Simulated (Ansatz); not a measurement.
## Pb: energy change per atom and pressure against volume scale

Plane-wave DFT, scalar-relativistic PAW made under PBE with cores redone for the functional, no dispersion; the given relaxed cell is scaled uniformly, energy at zero smearing counts from the unscaled cell, pressure at the given Fermi-Dirac smearing is positive in compression. The results are calculated, by Ansatz 0.2.0.

The cell before it is scaled or strained (space group Fm-3m, No. 225):
```
cell vectors (Å)
   0.0000     2.5176     2.5176
   2.5176     0.0000     2.5176
   2.5176     2.5176     0.0000
atoms (fractions of the cell vectors)
Pb  0.00000  0.00000  0.00000
```

Settings of every row: spin polarised no; functional PBE; wave cutoff 420 eV; smearing width 0.1 eV; k mesh 18x18x18.

Atom starting moment: 0 on all atoms.

Limits: no spin-orbit coupling, which can matter with elements this heavy.

```csv
row,volume scale,V (Å³/atom),energy change per atom (meV),pressure (GPa)
1,0.88,28.085,75.67,7.08
2,0.92,29.361,31.61,4.2
3,0.96,30.638,7.82,1.94
4,1.04,33.191,?,?
5,1.08,34.468,19.79,-2.41
6,1.12,35.744,42.82,-3.32
```

Question: what energy change per atom and pressure should row 4 give?

Worked fit of energy change per atom. Take u = (V_r/V)^(2/3) − 1 with V_r = 30.638 Å³ an atom, which is twice the finite (Eulerian) strain; such expansions in the strain, on which the Birch-Murnaghan equation of state is built, carry the rest volume and the bulk modulus. The shown rows have u = 0.05972, 0.02879, 0, -0.07552, -0.09766. Least squares give energy change per atom = 7.833 + 565.17 × u + 9492.5 × u² meV; a straight line predicts inner rows, each left out in turn, worse (root mean square 25 against 0.59 meV). The rows lie off it by 0.23, -0.36, -0.01, 0.50, -0.35 (root mean square 0.33 meV). The withheld row has u = -0.05196, so the fit gives 7.833 + 565.17 × (-0.05196) + 9492.5 × (-0.05196)² = 4.10 meV.

The calculation gave 4.84 meV. The fit lies 0.74 meV (15 % of the value, 1 % of the column's range) below it; its largest miss of a shown row is 0.50 meV.

Worked fit of pressure. Take u = (V_r/V)^(2/3) − 1 with V_r = 30.638 Å³ an atom, which is twice the finite (Eulerian) strain; such expansions in the strain, on which the Birch-Murnaghan equation of state is built, carry the rest volume and the bulk modulus. The shown rows have u = 0.05972, 0.02879, 0, -0.07552, -0.09766. Least squares give pressure = 1.941 + 73.55 × u + 204.4 × u² GPa; a straight line predicts inner rows, each left out in turn, worse (root mean square 0.54 against 0.045 GPa). The rows lie off it by 0.02, -0.03, 0.00, 0.04, -0.03. The pressure vanishes at u = -0.0287, or V = 32 Å³ an atom, and there the bulk modulus at fixed shape and fractions is B = −V dP/dV = (2/3)(1 + u) dP/du = 40 GPa. The withheld row has u = -0.05196, so the fit gives 1.941 + 73.55 × (-0.05196) + 204.4 × (-0.05196)² = -1.33 GPa.

The calculation gave -1.28 GPa. The fit lies 0.05 GPa (3.9 % of the value, 0.48 % of the column's range) below it; its largest miss of a shown row is 0.04 GPa.
